**Question**

I am looking at spin-polarised Hartree-Fock results for the +3 ions from iron to bromine, and the 3s level behaves in a way I can't account for.

Triply charged ions from Fe to Br, computed with B-spline radial atomic code 1 by all-electron, spin-polarised Hartree-Fock for a spherical atom, averaged over the configuration, at the radial basis limit. The Hamiltonian is scalar X2C and the nucleus a Fermi distribution. Orbital energies ε are eigenvalues; (nl)a+b means a electrons of spin up and b of spin down.

```
species   Z  electrons          configuration  nuclear rms radius (fm)  energy (3s up) (hartree)  energy (3s down) (hartree)  mean radius (3s up) (bohr)  mean radius (3s down) (bohr)  ε(3s down) − ε(3s up) (hartree)
   Fe3+  26         23           [Ar] (3d)5+0                    3.738                   -5.8364                     -5.3686                     0.80277                       0.80762                           0.4678
   Co3+  27         24           [Ar] (3d)5+1                    3.788                   -6.2213                     -5.8257                     0.76650                       0.77059                           0.3956
   Ni3+  28         25           [Ar] (3d)5+2                    3.776                   -6.6083                     -6.2961                     0.73371                       0.73684                           0.3122
   Cu3+  29         26           [Ar] (3d)5+3                    3.882                   -6.9988                     -6.7806                     0.70386                       0.70595                           0.2182
   Zn3+  30         27           [Ar] (3d)5+4                    3.928                   -7.3939                     -7.2799                     0.67651                       0.67754                           0.1140
   Ga3+  31         28              [Ar] 3d10                    3.997                   -7.7945                     -7.7945                     0.65132                       0.65132                                0
   Ge3+  32         29      [Ar] 3d10 (4s)1+0                    4.074                   -8.6569                     -8.6325                     0.62164                       0.62281                          0.02445
   As3+  33         30          [Ar] 3d10 4s2                    4.097                   -9.5516                     -9.5516                     0.59523                       0.59523                                0
   Se3+  34         31  [Ar] 3d10 4s2 (4p)1+0                    4.140                   -10.560                     -10.551                     0.57066                       0.57070                         0.009759
   Br3+  35         32  [Ar] 3d10 4s2 (4p)2+0                    4.163                   -11.616                     -11.593                     0.54786                       0.54794                          0.02249
```

The 3s shell is full in every ion, with one electron of each spin, yet the up and down eigenvalues differ. The difference shrinks from Fe3+ to Zn3+, though not in the ratio 5 : 4 : 3 : 2 : 1 that the unpaired electrons would suggest. It vanishes for Ga3+ and As3+ and comes back far smaller for Ge3+, Se3+ and Br3+. Ge3+ also has a larger split of the 3s mean radius than Zn3+, with about a fifth of the energy gap. What sets this pattern? And why do the 3s energies start to drop so much faster after gallium?

**Answer**

Write $\varepsilon_\uparrow,\varepsilon_\downarrow$ for the 3s eigenvalues, $\Delta=\varepsilon_\downarrow-\varepsilon_\uparrow$ for the gap column, $\langle r\rangle$ for the 3s mean radius averaged over the two spins, and $m$ for the number of unpaired electrons, read off the configuration (5, 4, 3, 2, 1, 0, 1, 0, 1, 2).

*Only exchange tells the spins apart.* The Fock operator of either spin contains the kinetic energy, the nuclear attraction and the Coulomb repulsion of the total density. These are identical for up and down, and so are the effects of nuclear size and scalar relativity. The remaining term is exchange, which lowers an orbital energy by an integral $K$ for each other electron of the same spin. If up and down electrons shared their radial functions, each paired electron would lower $\varepsilon_\uparrow$ and its partner would lower $\varepsilon_\downarrow$ by the same amount. Only the unpaired electrons survive the subtraction, and

$$\Delta = m\,K .$$

The integral $K$ is the Coulomb integral of the overlap charge $\phi_{3s}\phi_{nl}$ with itself. An s function times a function of angular momentum $l$ has angular momentum $l$, so a single multipole of $1/r_{12}$ contributes:

$$K=\frac{G^{l}(3s,nl)}{2l+1},\qquad G^{l}=\iint P_{3s}(r_1)P_{nl}(r_1)\,\frac{r_<^{\,l}}{r_>^{\,l+1}}\,P_{3s}(r_2)P_{nl}(r_2)\,dr_1\,dr_2 ,$$

with $P$ the radial functions and $r_<,r_>$ the smaller and larger of $r_1,r_2$. The factor is $1/5$ for d, $1/3$ for p and $1$ for s, whichever component of the open shell is occupied, so spherical averaging leaves it intact. The zeros at Ga3+ and As3+ follow at once, but they are imposed by the symmetry of a closed shell and test nothing.

A simpler system with the same physics is excited helium. In 1s2s and 1s2p the triplet lies below the singlet by $2K$, with $K=G^0$ and $G^1/3$; from memory the splittings are roughly 0.8 and 0.25 eV. A compact s electron feels the spin of an outer electron more strongly the more the two share the same space, and s partners count for more than p partners. The analogy stops at two points. Helium has no paired spectators to polarise, and its splitting is a difference of total energies of two levels, whereas $\Delta$ is a difference of eigenvalues within one state.

*Why the d ions do not follow 5 : 4 : 3 : 2 : 1.* The ratio of the Fe3+ gap to the Zn3+ gap is 4.10 where counting gives 5. Dividing the table's gap by $m$ shows the reason: $K=\Delta/m$ rises at every step, from 0.0936 hartree in Fe3+ to 0.1140 in Zn3+. Theory expects this. If all lengths in $G^2$ shrink by a factor $\lambda$, the kernel $r_<^2/r_>^3$ grows by $1/\lambda$ and the normalised overlap charge stays the same, so $K\propto 1/\text{size}$. The $n=3$ shell does shrink along the row, because an added 3d electron screens the added proton only in part. If 3s and 3d contract together, the 3s radius can serve as the ruler:

$$\Delta = m\,\frac{c}{\langle r\rangle}.$$

The orbital data of the same calculations support the assumption roughly: for the up spin the ratio of 3d to 3s mean radius stays between 1.190 and 1.199 in the five open-shell d ions, though for the down spin it falls from 1.244 in Co3+ to 1.203 in Zn3+.

The constant $c$ was fitted to the five d ions only, since the 4s and 4p rows involve other integrals, and comes out as 0.0764 hartree bohr. For Cu3+, one of the fitted rows, $m=2$ and $\langle r\rangle=(0.70386+0.70595)/2=0.7049$ bohr. Then $K=0.0764/0.7049=0.1084$ hartree and $\Delta=0.217$ hartree, which is 0.7 % below the table's 0.2182. Over the five rows the error relative to the table runs from +1.4 % (Fe3+) to −1.0 % (Zn3+), while a constant $K$ misses by up to 11 %. A straight line in $Z$ does better, within 0.2 %, with a second parameter. For hydrogen-like functions $K\propto Z-\sigma$, so that parameter can be read as a screening constant $\sigma$, though here it is only fitted. The printed analysis after this answer gives the rows one by one. As a check on size, hydrogenic 3s and 3d functions scaled to the Ni3+ radii give a $K$ of about 0.1 hartree, the right order; such functions are too crude for closer agreement to count.

The curvature of the gap column now has a simple reading. One step along the row removes one unpaired electron, costing $K$, and strengthens the exchange of the remaining $m-1$ by $\delta K$ each. From Fe3+ to Co3+ this is $-0.0936+4\times0.0053=-0.072$ hartree. From Zn3+ to Ga3+ nothing remains to be strengthened and the step is the full $-0.114$. The gap therefore falls slowly at first and fastest at the end.

*What the scaling misses.* The product $K\langle r\rangle$ is not quite constant. It climbs steadily by 2.5 % from Fe3+ to Zn3+, far above the rounding of the gaps (0.04 % at most), so the drift is real. The assumption of shared radial functions is the likely weak point. In Ni3+ the 3d down orbital is 3.5 % larger in mean radius than 3d up, so the paired d electrons need not cancel. With $n$ down electrons, and to first order a common 3s function for both spins,

$$\Delta = 5K_\uparrow-nK_\downarrow = mK_\uparrow+n\,(K_\uparrow-K_\downarrow).$$

The difference $K_\uparrow-K_\downarrow$ is itself caused by the polarisation and should scale with $m$, so the correction to $\Delta/m$ is zero for Fe3+ and grows with $n$. That has the direction of the drift if the more diffuse down orbital exchanges less with 3s. It cannot be the whole cause, since this term grows evenly with $n$ while the printed $K\langle r\rangle$ rises by smaller steps each time. The filled shells are polarised too: in Ni3+ the 3p level is split by 0.377 hartree and its radii differ between spins, so its exchange with 3s is not balanced either. That imbalance should also scale with $m$, so it mainly enters the fitted $c$ and need not add to the drift. How the 2.5 % arises in detail is not settled by these data.

*Why 4s and 4p split 3s so little.* The d-row constant overestimates $K$ five-fold for Ge3+ and by factors of 14 and 12 for Se3+ and Br3+. The cause that theory offers is overlap. In As3+ the 3d mean radius is 1.12 times the 3s radius and the 4s radius is 3.0 times. The 3d function is nodeless and peaks almost on the outer lobe of 3s (0.62 against 0.64 bohr in Ni3+), so the overlap charge is large and mostly of one sign. A 4s or 4p electron spends most of its time outside 3s and meets it only through its small inner lobes and the inner flank of its outer lobe, between which the product with 3s changes sign. For 4s, orthogonality forces the net overlap charge to zero, and only its internal separation of positive and negative parts carries energy.

The order of 4s above 4p, a factor 2.5 between Ge3+ and Se3+, needs no further argument about overlap. Undoing the angular factor gives effective radial integrals of 0.024 hartree for Ge3+ and $3\times0.00976=0.029$ for Se3+. They are similar, and the $1/3$ accounts for the order. The comparison is loose, since it spans two nuclear charges and the effective values include polarisation.

Br3+ has 2.3 times the gap of Se3+ for twice the unpaired electrons. Here $K$ grows by 15 % while $1/\langle r\rangle$ grows by 4 %, so the 3s ruler fails. It should fail, because 3s and 4p do not scale together: an outer electron sees a small effective charge, which one more poorly screened proton raises by a large fraction, and its amplitude inside the core rises quickly. The orbital data of the same calculations support this: from Se3+ to Br3+ the mean radius falls by 6.8 % for 4p and by 4.0 % for 3s, and the mean $1/r^3$, which weights the inner region, rises by 23 % for 4p against 14 % for 3p.

*The radii.* In every open-shell row 3s up has the smaller mean radius. For the d ions the radius split follows the gap, at 0.009 to 0.010 bohr per hartree, as a first-order response to one perturbation should. The Ni3+ orbitals show what the perturbation does: exchange draws up-spin orbitals towards the region of the unpaired 3d density. The 2s and 2p up orbitals, which lie inside it, are larger than their down partners, while 3s and 3p up, whose tails reach beyond the 3d maximum, are smaller. All five open-shell d ions show the same order.

Ge3+ has 0.048 bohr per hartree, about five times the d values. My guess is a mechanism special to an unpaired s electron. The Coulomb potential of the 4s electron has a matrix element between 3s and 4s. For up spin the exchange operator of that same electron cancels this element exactly; for down spin nothing cancels it, and the repulsion mixes 4s character into 3s down. The potential falls with $r$, so the mixing moves 3s down outwards relative to 3s up. The sign fits, and in the same Ge3+ calculation 3p and 3d are larger for spin up, so within the $n=3$ shell only 3s is larger for spin down, as a mechanism special to s orbitals requires. I have not computed the size. Since 3s up and 4s up are both occupied, mixing between them leaves the density unchanged, so part of this split reflects the canonical choice of orbitals and is not observable. In Se3+ and Br3+ the 4s shell is filled for both spins, and the splits of 0.00004 and 0.00008 bohr are only a few units of the last digit. Their sign holds for the mean radius only: in both ions the mean $r^2$ is slightly larger for 3s up, so the two orbitals differ in shape and neither is plainly the more compact. The radii lack the X2C picture-change correction, which affects both spins nearly alike and matters little for $\langle r\rangle$ of an $n=3$ orbital.

*The break after gallium.* The spin-averaged 3s energy drops by 0.458 hartree from Zn3+ to Ga3+ and by 0.850 from Ga3+ to Ge3+. The cause argued here is screening. A proton lowers 3s by $\langle 1/r\rangle_{3s}$, and the added electron gives back at most about its own $\langle 1/r\rangle$. A 3d electron shares the space of 3s and, on this upper bound, returns most of it: $-2.190+1.675=-0.515$ hartree with the Ga3+ values, against $-0.458$. A 4s electron lies outside and returns little: $-2.407+0.728=-1.679$ with the As3+ values, against $-0.907$ for the step from Ge3+. The estimate has the sign of the break and overshoots its size badly. It freezes the other electrons, which in fact contract and repel 3s more, and it credits the 3d electron with too much repulsion, which widens the contrast with 4s. The near agreement for Ga3+ is a cancellation of errors and tests nothing: the true 3s–3d repulsion is smaller than the $\langle 1/r\rangle$ used for it, and exchange with the added electron, also left out, lowers the level further, while the contraction of the other electrons raises it. Exchange rides on top of this trend. Each added electron lowers the 3s level of its own spin more, so the down level falls faster from Fe3+ to Ga3+ and again from Ge3+ to As3+, and the up level falls faster in the other three steps.

*How far the gap can be carried.* The same reasoning predicts neighbours in words. A 3d ion with four up electrons and a lower nuclear charge has both smaller $m$ and smaller $K$, so the gap peaks at the half-filled shell; a third parallel 4p electron should give more than three times the Se3+ value. The 12.7 eV of Fe3+ is not a photoemission splitting, however. Removing a 3s electron leaves states of spin $S\pm\tfrac12$, which frozen-orbital theory separates by $(m+1)K$, the helium $2K$ being the case $m=1$. Relaxation is absent from eigenvalues, and correlation within the $n=3$ shell, missing in Hartree-Fock, is known to reduce the 3s splitting of 3d ions strongly. The Ni3+ and Cu3+ rows average over the F and P terms of highest spin, which touches $K$ only through the 3d radial function. For Se3+ and Br3+ the neglected spin-orbit coupling of 4p is, from memory, roughly of the same order as gaps of 0.3 to 0.6 eV, so a pure up-spin 4p electron is an idealisation there.

Numerical output:

```
ion m gap[Ha] gap[eV] K=gap/m[Ha] K*<r> dr[bohr] dr/gap (dr rounding +-0.00001)
Fe3+ 5 0.46780 12.73 0.09356 0.07533 0.00485 0.0104
Co3+ 4 0.39560 10.76 0.09890 0.07601 0.00409 0.0103
Ni3+ 3 0.31220 8.50 0.10407 0.07652 0.00313 0.0100
Cu3+ 2 0.21820 5.94 0.10910 0.07691 0.00209 0.0096
Zn3+ 1 0.11400 3.10 0.11400 0.07718 0.00103 0.0090
Ge3+ 1 0.02445 0.67 0.02445 0.01521 0.00117 0.0479
Se3+ 1 0.00976 0.27 0.00976 0.00557 0.00004 0.0041
Br3+ 2 0.02249 0.61 0.01124 0.00616 0.00008 0.0036
closed shells, gap[Ha]: [('Ga3+', 0.0), ('As3+', 0.0)]
c=0.07639 Ha*bohr; K0=0.10393 Ha; linear slope 0.00511 Ha/Z, intercept -0.0391 Ha
c/<r> error % Fe..Zn: [ 1.4   0.5  -0.17 -0.67 -1.03] worst Fe3+
const error % Fe..Zn: [11.08  5.08 -0.14 -4.74 -8.84] worst Fe3+
linZ error % Fe..Zn: [ 0.16 -0.08 -0.14 -0.06  0.12] worst Fe3+
rounding floor % Fe..Zn: [0.011 0.013 0.016 0.023 0.044]
exponent p of K~<r>^-p: 1.139 (pure scaling 1)
Zn/Fe: K 1.218, 1/<r> 1.189, K*<r> 1.025; gap Fe/Zn 4.10 (count 5)
steps of K[Ha]: [0.00534 0.00517 0.00503 0.0049 ]
steps of gap Fe..Ga[Ha]: [-0.0722 -0.0834 -0.094  -0.1042 -0.114 ]
d model over table (factor): [('Ge3+', 5.0), ('Se3+', 13.7), ('Br3+', 12.4)]
K ratios: Zn/Ge 4.66, Zn/Se 11.68, Ge/Se 2.51, Ge/(3K Se) 0.84
implied G[Ha]: G2 Zn 0.570, G0 Ge 0.0244, G1 Se 0.0293, G1 Br 0.0337
Br/Se: gap 2.305, K 1.152, 1/<r>3s 1.042
steps up [Ha]: [-0.385 -0.387 -0.391 -0.395 -0.401 -0.862 -0.895 -1.008 -1.056]
steps down [Ha]: [-0.457 -0.47  -0.484 -0.499 -0.515 -0.838 -0.919 -0.999 -1.042]
steps spin mean [Ha]: [-0.421 -0.429 -0.438 -0.447 -0.458 -0.85  -0.907 -1.004 -1.049]
kink: step Ga>Ge minus Zn>Ga -0.393 Ha, ratio 1.86
point-charge step -<1/r>3s+<1/r>new [Ha]: Ga(3d) -0.515 vs -0.458; As(4s) -1.679 vs -0.907
Ni3+ 1s: gap -0.0001 Ha, r(down)-r(up) -0.000001 bohr
Ni3+ 2s: gap 0.1194 Ha, r(down)-r(up) -0.000549 bohr
Ni3+ 2p: gap 0.1171 Ha, r(down)-r(up) -0.000756 bohr
Ni3+ 3p: gap 0.3767 Ha, r(down)-r(up) 0.007191 bohr
Ni3+ 3d r down/up 1.035; 3d/3s up 1.191, down 1.228
3d/3s radius Ga 1.193, As 1.117; 4s/3s As 3.00
crude hydrogenic Ni3+: K up 0.100, down 0.098, 5Kup-2Kdown 0.31 Ha vs table 0.3122
hydrogenic common-charge K*<r>3s 0.062 vs fitted c 0.076
```
